QUESTION

Papers on ultrasound in pure tin above T_c compare their data with "Pippard's formula", an arctan expression in q·l that goes as ω² at low frequency and as ω at high frequency, with a different function for shear waves. How is it derived? I do not see why 1/τ stands in front when the high-frequency result is said not to depend on τ, why a shear wave, which compresses nothing, is damped by electrons at all, or whether α refers to amplitude or intensity.

ANSWER

The result (Pippard, 1955), with a = q·l, is

α_L = (nm/ρv_Lτ)·Λ_L, Λ_L = a² arctan a / [3(a − arctan a)] − 1
α_T = (nm/ρv_Tτ)·Λ_T, Λ_T = (1 − g)/g, g = (3/2a²)[((a² + 1)/a) arctan a − 1]

and α is the intensity coefficient: the energy flux falls as exp(−αx), the amplitude as exp(−αx/2). It follows from one Boltzmann equation, Maxwell's equations and Newton's law for the ions.

1. Premises and conventions

(P1) Electrons: a degenerate free gas, charge −e, mass m, density n, Fermi velocity v_F, E_F = mv_F²/2, density of states at E_F (both spins) N_F = 3n/(2E_F) = 3n/(mv_F²), and k_BT ≪ E_F.
(P2) Ions: a continuum of charge density +ne and mass density ρ_i, with a modulus C for all restoring forces other than the long-wave field and the drag treated below.
(P3) Scattering: elastic and isotropic, rate 1/τ, on centres that move with the lattice. The mean free path is l = v_Fτ.
(P4) Semiclassical, linear response: q ≪ k_F, k_F l ≫ 1, small amplitude, no static magnetic field.

All quantities vary as exp[i(qx − ωt)]. u is the ion velocity, w the mean electron velocity, s the cosine of the angle between v and x, and ⟨…⟩ the average over directions on the Fermi sphere, which is ½∫ds over (−1, 1) for a function of s alone. Formulas are in SI form. Abbreviations:

a = ql, ε = ωτ, b = 1 − iε, D = b + ias, σ₀ = ne²τ/m.

For a wave of speed v, ε = a·v/v_F, so ε ≪ a.

2. Boltzmann equation

Write f = f₀ + (−∂f₀/∂E)φ. By (P1) φ, an energy, is needed only on the Fermi surface, and

n₁ = N_F⟨φ⟩, n w = N_F⟨vφ⟩.

The collision term is where sound differs from ordinary conduction. In the rest frame of the scatterers a collision randomises the direction at fixed energy. The energy in that frame is E − m v·u to first order, so the deviation seen there is φ − m v·u, and by (P3) it relaxes to its own angular average, which is ⟨φ⟩ because ⟨v⟩ = 0. Call this average δμ = ⟨φ⟩ = n₁/N_F, the local shift of the Fermi level. The electrons therefore relax towards a sphere that moves with the lattice and holds the local density:

collision term = −ψ/τ, ψ = φ − m v·u − δμ, ⟨ψ⟩ = 0.

⟨ψ⟩ = 0 is particle conservation. The force term is −eE·∂f₀/∂p = (−∂f₀/∂E) eE·v. The magnetic field of the wave drops out, because (v×B)·v = 0 on the isotropic f₀. Hence

(−iω + iqv_F s)φ + eE·v = −(φ − m v·u − δμ)/τ, (1)

φ = (τ v·G + δμ)/D, G = mu/τ − eE. (2)

The lattice drives the electrons only through G, drag plus field. For each polarisation w is parallel and proportional to G, so define a dimensionless impedance Y by

G = m w Y/τ. (3)

Y = 1 is Ohm's law. Sections 4 and 5 compute Y.

3. Force on the ions, and Maxwell's equations

The ions feel the field, neE per volume, and receive the momentum the electrons lose in collisions, N_F⟨mvψ⟩/τ = nm(w − u)/τ, where ⟨v_i v_j⟩ = v_F²δ_ij/3 was used. The force u×B is of second order. From (2) and (3), eE = m(u − wY)/τ, so

f = neE + nm(w − u)/τ = −(nm/τ)(Y − 1)w. (4)

The net current is J = ne(u − w), and Maxwell's equations give q²E_T − (ω²/c²)E = iωμ₀J, with E_T the transverse part of E.

Longitudinal: J = iωε₀E. Transverse: J = q²E/(iωμ₀), dropping ω²/c² against q², a relative (v/c)². Inserting eE, both take the form

u − w = iζ(u − wY), so w/u = (1 − iζ)/(1 − iζY), (5)

ζ_L = ωε₀/σ₀, ζ_T = −β, β = q²/(ωμ₀σ₀) = (qλ)²/ε,

where λ = c/ω_p and ω_p² = ne²/(ε₀m). Full screening means |ζ| ≪ 1 and |ζY| ≪ 1. Then w = u: a field appears of just the size that makes the electrons follow the ions.

Newton's law for the ions, with displacement iu/ω, is −iωρ_i u = −iCq²u/ω + f. Multiplying by iω/u and setting w = u,

ρ_i ω² = Cq² − iω(nm/τ)(Y − 1). (6)

Im Y renormalises the phonon frequency and Re(Y − 1) damps it.

4. Longitudinal wave

Here v·G = v_F sG. Averaging (1) gives continuity, ωn₁ = qnw, so

δμ = m v_F² q w/(3ω) = m w v_F · a/(3ε). (7)

Averaging (2) and using ⟨φ⟩ = δμ,

δμ(1 − A) = τv_F G⟨s/D⟩, A = ⟨1/D⟩.

Only the even part of 1/D survives in A: A = ½∫ b ds/(b² + a²s²) = (1/a) arctan(a/b). From ias = D − b, ⟨s/D⟩ = (1 − bA)/(ia). With (3) and (7),

Y_L = (ia²/3ε)(1 − A)/(1 − bA).

It is unsafe to expand this in ε at once, because 1 − A ≈ a²/3 − iε at small a and the two pieces can compete. Use instead the identity 1 − A = (1 − bA) − iεA:

Y_L = ia²/(3ε) + a²A/[3(1 − bA)].

With z = a/b one has a²A = bz arctan z and 1 − bA = (z − arctan z)/z, so the second term is b[1 + Λ_L(z)], and exactly

Y_L − 1 = ia²/(3ε) − iε + bΛ_L(a/b). (8)

Insert this in (6), using (nm/τ)ω·a²/(3ε) = nmv_F²q²/3 and (nm/τ)ωε = nmω²:

(ρ_i + nm)ω² = (C + nmv_F²/3)q² − iω(nm/τ) bΛ_L(a/b). (9)

The first term of (8) has added the bulk modulus of the Fermi gas, B = nmv_F²/3 = (2/3)nE_F, to the stiffness (with C = 0 and nm ≪ ρ_i this gives the Bohm–Staver speed), the second has added the electron mass to the inertia, and the third is the damping. From here ρ = ρ_i + nm is the density and v_L² = (C + B)/ρ is taken as an input.

Setting b = 1 in the last term: h(b) = bΛ_L(a/b) is real for real b, so Re h(1 − iε) is even in ε. At small a, h ≈ 4a²/(15b) and the relative change is −ε². At large a the expansion Λ_L(z) = πz/6 + (π²/12 − 4/3) + (π³/24 − π/3)/z + … gives the relative change −(π²/4 − 2)(v_L/v_F)² = −0.467(v_L/v_F)². In both limits it is below (v_L/v_F)². The imaginary part, −εh′(1) with |h′| below one in both limits, shifts the speed by a relative amount of order nm/ρ at most.

For real ω put q = q₀ + iκ with q₀ = ω/v and Γ = (nm/τ)Λ. To first order in κ/q₀, (9) gives 2ρv²q₀κ = ωΓ, so κ = Γ/(2ρv). The intensity goes as |u|², so α = 2κ:

α_L = Γ_L/(ρv_L) = (nm/ρv_Lτ)[a² arctan a/(3(a − arctan a)) − 1]. (10)

5. Transverse wave

Take u, E, w along y. Then ⟨v_y/D⟩ = 0 by reflection symmetry, so δμ = 0 and φ = τv_yG/D. The azimuthal average of v_y² is v_F²(1 − s²)/2, hence

w = (N_F/n)τG⟨v_y²/D⟩ = (τG/m)(3/2)⟨(1 − s²)/D⟩.

For b = 1 the even part of 1/D is 1/(1 + a²s²). With ⟨1/(1 + a²s²)⟩ = (arctan a)/a and ⟨s²/(1 + a²s²)⟩ = [1 − (arctan a)/a]/a²,

(3/2)⟨(1 − s²)/(1 + a²s²)⟩ = (3/2a²)[(a + 1/a) arctan a − 1] = g(a).

For general b, factoring b out of D gives g(a/b)/b. Therefore Y_T = b/g(a/b), or

Y_T − 1 = −iε + bΛ_T(a/b), Λ_T = (1 − g)/g. (11)

The term −iε again turns ρ_i into ρ. There is no stiffness term: at this order the gas adds no shear modulus, and v_T² = C/ρ. The evenness argument of section 4 allows b = 1, and the same step from κ to α gives

α_T = (nm/ρv_Tτ)(1 − g)/g. (12)

This answers the shear question. A shear wave is a transverse current neu of ions. The metal cancels it by induction, so the electrons must carry the opposite current, and they do so with the nonlocal conductivity σ₀g, which is smaller than σ₀. Since nm/τ = n²e²/σ₀,

Γ_T = n²e²[1/(σ₀g) − 1/σ₀].

The subtracted term is the part that the moving scatterers supply free of loss: in a rigid translation, a = 0, g = 1 and nothing is dissipated.

6. Energy check

Multiply (1) by N_Fφ*, average over directions and take the real part. The streaming term is imaginary and drops:

Re(neE·w*) = −(N_F/τ) Re⟨φ*ψ⟩.

Put φ = ψ + m v·u + δμ. The δμ piece vanishes by ⟨ψ⟩ = 0, and N_F⟨ψ m v·u*⟩ = nm(w − u)·u*. Comparing with (4),

−Re(f·u*) = (N_F/τ)⟨|ψ|²⟩ − Re(E·J*).

For real q, J and E are in quadrature (section 3), so the last term is zero. The mean power taken from the lattice, −½Re(f·u*), is thus (N_F/2τ)⟨|ψ|²⟩ ≥ 0, and dividing by the energy flux ½ρ|u|²v gives α. This confirms that α is an intensity coefficient.

With w = u, insert (7) and (8) in (2). The large terms combine as (a/3ε)(1 + ias) = (a/3ε)(D + iε); the part with D cancels δμ in ψ. At b = 1 what remains is

L: ψ = m u v_F [ia(1/3 − s²) + Λ_L s]/(1 + ias),
T: ψ = m u v_y [Λ_T − ias]/(1 + ias).

Then Λ_L = 3⟨|ψ|²⟩/(m²v_F²|u|²) and likewise for T. For T this is quick: ψ/(muv_y) = Y/D − 1, |1/D|² = Re(1/D), so the weighted average is Y²g − 2Yg + 1 = 1/g − 1. The terms ia(1/3 − s²) and −ias(v_y/v_F) are the traceless strain rate deforming the Fermi sphere, that is the screened deformation potential of free electrons. The terms in Λ are the residual field that keeps the net current at zero.

7. Limits

Small a. From arctan a = a − a³/3 + a⁵/5 − a⁷/7 + …,

Λ_L = (1 − a²/3 + a⁴/5)/(1 − 3a²/5 + 3a⁴/7) − 1 = 4a²/15 − 12a⁴/175 + …
g = 1 − a²/5 + 3a⁴/35, Λ_T = a²/5 − 8a⁴/175 + …

The leading terms also follow from section 6 with the denominators set to one: 3a²⟨(s² − 1/3)²⟩ = 4a²/15 and (3/2)a²⟨s²(1 − s²)⟩ = a²/5. They are viscous damping: Γ_T = ηq² and Γ_L = (4/3)ηq² with one viscosity η = nmv_F²τ/5, the ratio 4/3 being that of a Newtonian fluid without bulk viscosity. Here α ∝ ω²τ: a cleaner crystal absorbs more.

Large a. From arctan a = π/2 − 1/a + …,

Λ_L = πa/6 + (π²/12 − 4/3) + … = πa/6 − 0.511 + …
g = 3π/(4a) − 3/a² + …, Λ_T = 4a/(3π) + (16/(3π²) − 1) + … = 4a/(3π) − 0.460 + …

Since a/τ = qv_F, τ cancels in the leading terms:

α_L → πnmv_F ω/(6ρv_L²), α_T → 4nmv_F ω/(3πρv_T²).

This answers the 1/τ question. The factor 1/(1 + a²s²) confines the loss to a belt |s| ≲ 1/a of electrons moving almost along the wavefronts. A longer τ narrows the belt as 1/τ but lets each electron in it absorb for a time τ.

The longitudinal limit can be had with no collisions at all, as Landau damping. To leading order neutrality makes the electrons see a potential energy of magnitude |δμ|. The collisionless density response is χ = N_F⟨s/(x − s + i0)⟩ with x = ω/(qv_F), so Im χ = −(π/2)N_F x. The absorbed power ½ω|δμ|²|Im χ|, with δμ = mv_F²u/(3v_L), equals (π/12)nmv_F q|u|², and division by ½ρ|u|²v_L returns πnmv_F q/(6ρv_L).

Because nm/τ = nħk_F/l, both (10) and (12) contain only n, k_F and l. A mass enhancement that lowers v_F and lengthens τ at fixed l leaves them unchanged.

8. How far screening holds

Longitudinal. The dominant term of Y_L gives iζ_L Y_L = −q²v_F²/(3ω_p²) = −(q/k_TF)², with the Thomas–Fermi wavevector k_TF = √3 ω_p/v_F. So w = u up to (q/k_TF)², which is negligible for ultrasound.

Transverse. Keep (5) in (4) with Y = 1/g. The damping factor replacing Λ_T is

Re[(Y − 1)(1 + iβ)/(1 + iβY)] = (1 − g)(g + β²)/(g² + β²). (13)

Its ratio to Λ_T is 1 − β²(1 − g)/(g² + β²), so (12) requires β ≪ g. Retaining b ≠ 1 adds relative terms of order βε = (qλ)². At large a, with g = 3π/(4a),

β/g = (4/3π)(v_F/v_T)(qλ)²,

independent of τ. It reaches one at q*λ = (3πv_T/4v_F)^½, where the acoustic 1/q equals, up to a factor of order one, the anomalous skin depth at the same frequency; there (13) is close to half of Λ_T. For β ≫ 1 the field is gone, (13) tends to 1 − g → 1, and α_T levels off at nm/(ρv_Tτ), pure collision drag. The linear law 4a/(3π) is therefore an intermediate regime, 1 ≪ a and q ≪ q*.

9. Range of validity

(a) q ≪ k_F, k_F l ≫ 1, k_BT ≪ E_F, v ≪ v_F, and weak damping α ≪ q.
(b) L: q ≪ k_TF. T: β ≪ g, otherwise (13).
(c) One τ. With anisotropic scattering each angular harmonic has its own time: the small-a law measures the second harmonic, the resistivity the first, so l from resistivity is only a guide. Small-angle phonon scattering is the usual offender; the formulas are at their best in the residual-resistance range. The large-a slopes do not contain τ.
(d) Heating is neglected. The adiabatic and isothermal moduli of the gas differ by T(∂P/∂T)²/c_V with ∂P/∂T = (2/3)c_V and c_V = (π²/2)nk_B(k_BT/E_F), that is by ΔB/B = (π²/3)(k_BT/E_F)². This bounds the electronic thermoelastic loss and is to be set against the loss modulus found above, ωΓ_L/(q²B) = 3εΛ_L/a².
(e) A static field B₀ must not bend electrons out of the belt within τ: ω_cτ·max(1, a) ≪ 1 with ω_c = eB₀/m.
(f) Normal state only, and only the electronic part: dislocation and phonon–phonon losses are additional.
(g) A spherical Fermi surface. In a real metal the free-electron deformation terms of section 6 are replaced by a k-dependent deformation tensor on the true surface.

10. Illustration: a free-electron model of normal tin

Inputs, typical or approximate values for white Sn: ρ = 7.3 g/cm³, M = 118.71 u, four conduction electrons per atom, v_L = 3.3×10³ m/s, v_T = 1.7×10³ m/s (polycrystal averages), T_c about 3.7 K. Assumed: T = 4.2 K, l = 2.0×10⁴ nm (a pure sample), ω/2π = 50 MHz, so ħω = 0.21 μeV. Intermediate values are carried unrounded.

Electron gas: n = 4ρ/M = 0.148 Å⁻³, k_F = (3π²n)^⅓ = 1.64 Å⁻¹, E_F = 10.2 eV, v_F = ħk_F/m = 1.895×10⁶ m/s, τ = l/v_F = 1.06×10⁻¹¹ s (ħ/τ = 0.062 meV), nm/ρ = 4m/M = 1.85×10⁻⁵, ħω_p = 14.3 eV, λ = 13.8 nm, k_TF = 1.98 Å⁻¹.

Longitudinal: q = 9.52×10⁻⁵ nm⁻¹, a = 1.90, arctan a = 1.087, Λ_L = 0.608. The prefactor nm/(ρv_Lτ) is 5.31 cm⁻¹, so α_L = 3.2 cm⁻¹. An intensity coefficient converts to decibels by 10/ln 10 = 4.34, which gives 14 dB/cm.

Transverse: q = 1.85×10⁻⁴ nm⁻¹, a = 3.70, arctan a = 1.307, g = 0.459, Λ_T = 1.18. The prefactor is 10.3 cm⁻¹, so α_T = 12 cm⁻¹, or 53 dB/cm.

Neither leading limit serves at these a. For L, 4a²/15 = 0.967 and πa/6 = 0.997 against 0.608; for T, a²/5 = 2.73 and 4a/(3π) = 1.57 against 1.18. Adding the constant terms of section 7 gives 0.486 and 1.11, closer but now low. The asymptotic longitudinal slope, π²nmv_F/(3ρv_L²), is 0.11 cm⁻¹ per MHz.

Neglected terms: k_F l = 3.3×10⁵; k_BT/E_F = 3.5×10⁻⁵; ε = 3.3×10⁻³; (v_L/v_F)² = 3.0×10⁻⁶; (q/k_TF)² = 2.3×10⁻¹¹; α/q = 3.4×10⁻³ (L) and 6.6×10⁻³ (T); ΔB/B = 4.1×10⁻⁹ against a loss modulus of 1.7×10⁻³. For the shear wave β = 2.0×10⁻³, so (13) lies below Λ_T by a relative 9.9×10⁻⁶, and the competing term (qλ)² = 6.5×10⁻⁶ is of the same negligible size. Screening fails at q*λ = 0.046, that is at 0.90 GHz, where a = 67. If the normal state were instead held below T_c by a field of about 30 mT, typical of the low-temperature critical field of tin, then ω_cτ = 0.056 and aω_cτ = 0.21 for the shear wave, so condition (e) would be met only marginally.

The values 3.2 cm⁻¹ and 12 cm⁻¹ are the model's, not tin's, and the weak premise is (g). In the form of section 6 the loss is N_F⟨|ψ|²⟩ under a condition of zero net current, so removing a fraction of the sphere evenly would lower both coefficients in proportion at fixed l. As typical knowledge, zone boundaries leave white tin with roughly half of the four-electron sphere as free Fermi surface, so the model should be read as high by a factor of about two, with a dependence on propagation direction in the tetragonal crystal that a sphere cannot give.